# Zeno dynamics in a projected subspace and the shifts of order $1/K$

## Statements

Conventions: $H$ is a bounded self-adjoint Hamiltonian, $P$ an orthogonal projector, $Q=1-P$, and $\|\cdot\|$ the operator norm. A projective measurement that finds the system in the range of $P$ maps $\psi\to P\psi$, with Born probability $\|P\psi\|^2$.

**Result 1 (repeated measurement).** For $N$ measurements spaced by $\tau=t/N$,

$$\Big\|\big[Pe^{-iH\tau/\hbar}P\big]^N-Pe^{-iPHPt/\hbar}\Big\|\le\frac{\|H\|^2t^2}{N\hbar^2}.\tag{1}$$

For a start in the range of $P$, the probability that some measurement finds the system outside is

$$L=\frac{t}{N\hbar^2}\int_0^t\langle\psi_s|HQH|\psi_s\rangle\,ds+O(N^{-2}),\qquad \psi_s=e^{-iPHPs/\hbar}\psi_0 .\tag{2}$$

This is $t^2\langle HQH\rangle/(N\hbar^2)$ with the expectation value averaged along the confined trajectory.

**Result 2 (strong coupling).** Let $H_c=\sum_n\eta_nP_n$ be dimensionless with finitely many distinct eigenvalues $\eta_n$, let $K$ be an energy, and put

$$H_Z=\sum_nP_nHP_n,\qquad H_2=\sum_n\sum_{m\ne n}\frac{P_nHP_mHP_n}{\eta_n-\eta_m}.\tag{3}$$

Then

$$e^{-i(H+KH_c)t/\hbar}=e^{-i(KH_c+H_Z)t/\hbar}+O(1/K)+O(t/K),\tag{4}$$

$$e^{-i(H+KH_c)t/\hbar}=e^{-i(KH_c+H_Z+H_2/K)t/\hbar}+O(1/K)+O(t/K^2).\tag{5}$$

Since $H_Z$ commutes with $H_c$, each eigenspace evolves under $P_nHP_n$ with the fast phase $e^{-iK\eta_nt/\hbar}$ as $K\to\infty$ at fixed $t$. The limit is not uniform in time: $H_2/K$ acts as an energy, and its effect grows until it is of order one at $t\sim\hbar K/\|H_2\|$.

**Result 3 (rubidium ladder).** In the model defined below, two Stark levels are confined by a detuned microwave. The term $H_2/K$ lowers both confined eigenvalues by 0.3675 kHz (times $h$); full diagonalisation gives a mean lowering of 0.341 kHz. A calculation that drops the term misses a phase of 3.03 rad after 1.414 ms and predicts a bright interference fringe where the model gives a dark one.

The freezing of a repeatedly measured state goes back to Misra and Sudarshan (1977), the strong-coupling form with Zeno subspaces to Facchi and Pascazio (2002).

## Proofs

**Result 1.** Put $V=Pe^{-iH\tau/\hbar}P$ and $W=Pe^{-iPHP\tau/\hbar}$, both of norm at most one. For self-adjoint $A$, $e^{-iA\tau/\hbar}=1-iA\tau/\hbar+R$ with $\|R\|\le\|A\|^2\tau^2/2\hbar^2$. The zeroth- and first-order terms of $V$ and $W$ coincide and $\|PHP\|\le\|H\|$, so $\|V-W\|\le\|H\|^2\tau^2/\hbar^2$. The identity $V^N-W^N=\sum_{j=0}^{N-1}V^j(V-W)W^{N-1-j}$ gives $N$ times this bound, which is (1). With $U=e^{-iH\tau/\hbar}$,

$$V^\dagger V=P-PU^\dagger QUP=P-\frac{\tau^2}{\hbar^2}PHQHP+O(\tau^3),$$

because $QUP=-i\tau QHP/\hbar+O(\tau^2)$. Step $j$ therefore removes the probability $\tau^2\langle HQH\rangle/\hbar^2$, evaluated in a state that equals $\psi_{j\tau}$ up to $O(1/N)$. The sum over $j$ is a Riemann sum for (2). At second order $V-W=-\tau^2PHQHP/2\hbar^2$, which is the action of an anti-Hermitian term $-i\tau PHQHP/2\hbar$ in the Hamiltonian. The $1/N$ correction of the measured scheme is a loss and contains no energy shift.

**Result 2.** Let $H_{\rm od}=H-H_Z$ and $X=\sum_{m\ne n}P_mHP_n/(\eta_m-\eta_n)$. Then $X^\dagger=-X$ and $[H_c,X]=H_{\rm od}$. With $G=X/K$, $e^G$ is unitary, $[G,KH_c]=-H_{\rm od}$, and

$$e^{G}(KH_c+H)e^{-G}=KH_c+H_Z+\frac1K\Big([X,H_Z]+\tfrac12[X,H_{\rm od}]\Big)+O(K^{-2}).\tag{6}$$

Two bounds finish the proof: $\|e^{\pm G}-1\|\le\|X\|/K$, and $\|e^{-iAt/\hbar}-e^{-iBt/\hbar}\|\le\|A-B\|t/\hbar$ for self-adjoint $A,B$. Discarding the whole bracket gives (4). For (5), the bracket is split into blocks. The commutator $[X,H_Z]$ has no diagonal block, and

$$\tfrac12P_n[X,H_{\rm od}]P_n=\tfrac12\sum_{m\neq n}P_nHP_mHP_n\Big(\frac1{\eta_n-\eta_m}-\frac1{\eta_m-\eta_n}\Big)=P_nH_2P_n .$$

The off-diagonal blocks of the bracket are removed by a second rotation of the same kind, whose generator is $O(K^{-2})$ and which leaves $O(K^{-2})$ in the Hamiltonian. The diagonal blocks commute with $H_c$, so no such rotation removes them.

## The rubidium model

Rydberg levels of rubidium with large magnetic quantum number $m$ are hydrogenic to high accuracy, since they contain only $\ell\ge m$. In a static field $F$ along $z$, take $n=51$ and the lowest Stark level of each $m$, labelled $|k\rangle$ with $m=50-k$; $|0\rangle$ is the circular state and the ladder descends from it. These levels form a spin $J=25$ with $J_z=J-k$. A circularly polarised radio-frequency (rf) field drives the ladder through $\tfrac12hf_R(J_++J_-)$. Confinement of such a ladder by a microwave was demonstrated by Signoles and co-workers (2014).

With the typical field $F=235$ V/m, the linear Stark spacing is $\tfrac32nea_0F/h=230.0$ MHz, and it changes by $\Delta_s=\tfrac32ea_0F/h=4.51$ MHz from one manifold to the next. The hydrogenic quadratic Stark energy is $-\tfrac1{16}n^4[17n^2-3k^2-9m^2+19](ea_0F)^2/E_h$. Its second difference in $k$ is $h\chi=\tfrac32n^4(ea_0F)^2/E_h$, so $\chi=13.9$ kHz. The rf is tuned to the $0\leftrightarrow1$ spacing as it stands with the microwave on and vanishing rf power. In the rotating frame

$$\frac Hh=\sum_{k=1}^{50}b_k\big(|k-1\rangle\langle k|+{\rm h.c.}\big)+\sum_k\epsilon_k|k\rangle\langle k|,\quad b_k=\frac{f_R}2\sqrt{k(51-k)},\quad\epsilon_k=\frac{\chi\,k(k-1)}2 .$$

The microwave couples $|2\rangle$ to its partner $|a\rangle$, the $k=2$ level of $n=52$. With $K=h\kappa$,

$$H_c=\frac w2\big(|2\rangle\langle a|+{\rm h.c.}\big)+d\,|a\rangle\langle a| .$$

The illustrative inputs are $f_R=2$ kHz, $w=8$, $d=-6$ and $\kappa=50$ kHz, that is a microwave Rabi frequency of 400 kHz and $|a\rangle$ at $-300$ kHz in the rotating frame. Then $b_1^2,b_2^2,b_3^2=50,\,98,\,144$ kHz$^2$, $b_1=7.071$ kHz, $b_2=9.90$ kHz, $\epsilon_2=13.9$ kHz and $\epsilon_3=41.7$ kHz. The nonzero eigenvalues of $H_c$ are $+2$ and $-8$, with weights $4/5$ and $1/5$ on $|2\rangle$. The null space $P_0$ holds every $|k\rangle$ except $|2\rangle$. In $P_0HP_0$ the cap $\{|0\rangle,|1\rangle\}$ is cut off from $k\ge3$.

The observable is a Ramsey fringe against a reference level $|r\rangle$, the circular state of $n=49$, whose energy is set to zero by calibration with the rf off. From $(|r\rangle+|0\rangle)/\sqrt2$, the probability of finding the same superposition at time $t$ is

$$\mathcal P=\tfrac14|1+A|^2,\qquad A(t)=\langle0|e^{-i(H+KH_c)t/\hbar}|0\rangle .$$

It is asked for at $t^*=20/(2b_1)=1.414$ ms, twenty confined Rabi cycles of 70.7 µs.

If the microwave were replaced by measurements of the projector on the cap, $HQH$ would be $h^2b_2^2|1\rangle\langle1|$ on the cap. Its value in the initial state $|0\rangle$ is zero and its average over whole cycles is $h^2b_2^2/2$, so (2) gives $L=(2\pi b_2t^*)^2/2N=3.9\times10^3/N$. A leakage of 1% would take $N=3.9\times10^5$.

## A wrong attempt

The following four lines lead to a wrong answer; line W3 is false.

- **W1.** The nearest dressed level lies $2\kappa=100$ kHz from the cap, and $b_2/2\kappa=0.099$ is small.
- **W2.** In the interaction picture of $KH_c$, the coupling out of $P_0$ oscillates at $2\kappa$ and $8\kappa$ and admixes dressed levels with amplitude of order $b_2/2\kappa$.
- **W3 (wrong).** The oscillating coupling averages to zero, so the cap evolves under $P_0HP_0$ alone, and all corrections stay of order $b_2/2\kappa$ at any time.
- **W4 (wrong answer).** The cap eigenvalues are $\pm b_1=\pm7.071$ kHz, $A=\cos(2\pi b_1t)$, and at $t^*$ one has $A=1$, $\mathcal P=1$.

## The symptom

The model can be solved without expansion. Eliminating $|a\rangle$ and the levels $k\ge2$ from the eigenvalue problem, with $E$ in frequency units, gives

$$E\,[E-\Sigma(E)]=b_1^2,\qquad\Sigma=-\frac{b_2^2}{D_2},\qquad D_2=\epsilon_2-E+\frac{(w\kappa/2)^2}{E-d\kappa}-\frac{b_3^2}{D_3},\tag{7}$$

with $D_k=\epsilon_k-E-b_{k+1}^2/D_{k+1}$ for $k\ge3$. The fraction converges fast because $\epsilon_k$ grows as $k^2$; the low-$m$ end of the ladder, where rubidium is not hydrogenic, plays no part. The two cap roots, which are eigenvalues of the full $52\times52$ matrix, are

$$E_+=6.713\ {\rm kHz},\qquad E_-=-7.394\ {\rm kHz},$$

with $\Sigma=-0.736$ and $-0.633$ kHz and weights 0.524 and 0.476 on $|0\rangle$.

The attempt requires $E_++E_-=0$; the sum is $-0.682$ kHz. A displaced centre multiplies $A$ by a phase that grows linearly with time. At $t^*$ the two roots give $|A-1|=2.0$, close to the largest distance two unit amplitudes can have and twenty times the size that W3 allows, and $\mathcal P=0.003$. A test on populations does not expose the slip: the return probability is $|A|^2=0.976$ against the predicted 1.

## The faulty line

W3 averages the coupling to first order only. A term $v\,e^{i\omega t}$ integrates to a bounded amplitude $v/\hbar\omega$, as W2 says. At second order the system goes out with $e^{i\omega t}$ and returns with $e^{-i\omega t}$; the product does not oscillate, and its integral grows as $v^2t/\hbar^2\omega$. In the proof this is the diagonal part of the bracket in (6). W3 keeps the $O(1/K)$ of (4), which comes from the rotation $e^G$, and forgets the $O(t/K)$. The parameter that decides is $\|H_2\|t/\hbar K$, not $\|H\|/K$.

## The mended calculation

On the null space, (3) reads $H_2=-P_0HSHP_0$ with $S=\sum_{m\ne0}P_m/\eta_m$, the inverse of $H_c$ on the span of $|2\rangle$ and $|a\rangle$. $H$ leads out of $P_0$ only through $|2\rangle$, so one element is needed:

$$S_{22}=-\frac{4d}{w^2}=\frac{4/5}{2}+\frac{1/5}{-8}=0.375 .$$

With $|\phi\rangle=b_2|1\rangle+b_3|3\rangle$, the correction is $H_2/K=-h(S_{22}/\kappa)|\phi\rangle\langle\phi|$. It has two parts that touch the cap.

*Shift of level 1.*

$$\delta=\frac{4d\,b_2^2}{w^2\kappa}=-\frac{0.375\times98}{50}\ {\rm kHz}=-0.735\ {\rm kHz}.\tag{8}$$

It scales as $f_R^2/\kappa$ and is odd in $d$. For a resonant microwave, $d=0$, the two dressed levels push equally from both sides and $H_2$ vanishes on $P_0$; only then is the neglect in W3 harmless at this order.

*Tunnelling from 1 to 3.* The element is $T=-S_{22}b_2b_3/\kappa=-0.891$ kHz. Level 3 lies about $\epsilon_3-b_1=34.6$ kHz above the upper cap state, so the admixed population is of order $(T/34.6\ {\rm kHz})^2=7\times10^{-4}$ and stays bounded. Without the quadratic Stark term the chain $k\ge3$ has 48 discrete levels about $f_R$ apart, none between 6 and 8 kHz in magnitude, so both cap states fall in a gap. Their admixture of outer levels then rises to a few per cent. The population outside the cap, about twice this on time average, is of order 10% and still bounded.

The cap Hamiltonian is now $h\begin{pmatrix}0&b_1\\b_1&\delta\end{pmatrix}$. Splitting off $\delta/2$ times the unit matrix leaves a traceless matrix whose square is $(W/2)^2$, with $W=\sqrt{4b_1^2+\delta^2}$, so

$$A=e^{-i\pi\delta t}\Big[\cos(\pi Wt)+i\frac\delta W\sin(\pi Wt)\Big].\tag{9}$$

Both eigenstates have weight one half on $|1\rangle$ at leading order and shift by $\delta/2=-0.3675$ kHz. The splitting changes only at order $\kappa^{-2}$, where (5) makes no claim: (9) gives $W=14.161$ kHz, the Zeno value is $2b_1=14.142$ kHz and (7) gives 14.107 kHz. The consistent statement at order $1/\kappa$ is $W=2b_1$. At $t^*$ this leaves $A=e^{i\varphi}$ with $\varphi=\pi|\delta|t^*=3.27$ rad, or 0.16 rad per cycle, and $\mathcal P=\cos^2(\varphi/2)=0.004$.

The order-$1/\kappa$ shift exceeds the exact one by 8%. The source is visible in (7): at $E=0$ the microwave term of $D_2$ is $\kappa/S_{22}=133.3$ kHz, and (8) keeps only this. Adding $\epsilon_2$ gives a mean shift $-b_2^2/[2(133.3+13.9)\,{\rm kHz}]=-0.333$ kHz; the term $b_3^2/D_3$ and the dependence on $E$ bring it to $-0.341$ kHz. These are corrections of order $\kappa^{-2}$ and higher. The population held on the dressed levels is about $b_2^2(S^2)_{22}/\kappa^2=0.008$ per unit population of level 1, which is why the confinement itself looks sound.

## Size of the error

| Quantity | Wrong attempt | Order $1/\kappa$ | Exact in the model |
|---|---|---|---|
| Centre of cap eigenvalues (kHz) | 0 | $-0.3675$ | $-0.341$ |
| Secular phase at $t^*$ (rad) | 0 | 3.27 | 3.03 |
| Time for a phase of $\pi$ (ms) | never | 1.36 | 1.47 |
| Fringe $\mathcal P(t^*)$ | 1 | 0.004 | 0.003 |

The bare Zeno limit holds for $t\ll1/(\pi|\delta|)=0.43$ ms, and doubling $\kappa$ at fixed $w$ and $d$ only doubles that time.

These numbers belong to the model. The terms it leaves out have the following sizes.

- *Off-resonant microwave dressing.* Level $k$ has its own partner in $n=52$, at $d\kappa-(k-2)\Delta_s$. With equal dipole elements, levels 1 and 0 shift by $-9.50$ and $-4.59$ kHz. These shifts are far larger than $\delta$ but do not depend on the rf, and the tuning of the rf and of the reference absorbs them. What remains is a rise of $\epsilon_2$ by $2(9.50)-4.59=14.4$ kHz, which lowers $|\delta|$ by about 10%.
- *Second path to $|a\rangle$.* Level 1 also reaches $|a\rangle$ through its partner, with amplitude about $(w\kappa/2)\,b_2/\Delta_s$. Its interference with the direct path involves $S_{2a}=2/w$ and adds about $2b_2^2/\Delta_s=0.043$ kHz in magnitude, 6% of $\delta$.
- *Rf shift of the reference.* About $b_1^2/2\Delta_s=0.006$ kHz.
- *Field drift.* A fractional change of $10^{-6}$ in $F$ detunes level 1 by 0.23 kHz and moves the centre by half of that, 0.34 of the effect.
- *Decay.* With a typical cryogenic lifetime of about 30 ms, 5% of the atoms decay by $t^*$, which lowers the contrast but not the phase.

For the atom under these drives the model thus supports one figure, a shift of about $-0.3$ kHz and a missed phase of about 3 rad. The drives were chosen weak so that the microwave stays selective. Typical confinement experiments run for microseconds with an rf Rabi frequency of order 100 kHz and a nearly resonant microwave of about 3 MHz. There (8) nearly cancels, and the dressing of the neighbouring levels, $(3\ {\rm MHz})^2/4\Delta_s=0.5$ MHz, is the larger correction. It grows as $K^2$ while $\delta$ falls as $1/K$, so the limit $K\to\infty$ cannot be followed beyond $w\kappa\sim\Delta_s$ on this ladder.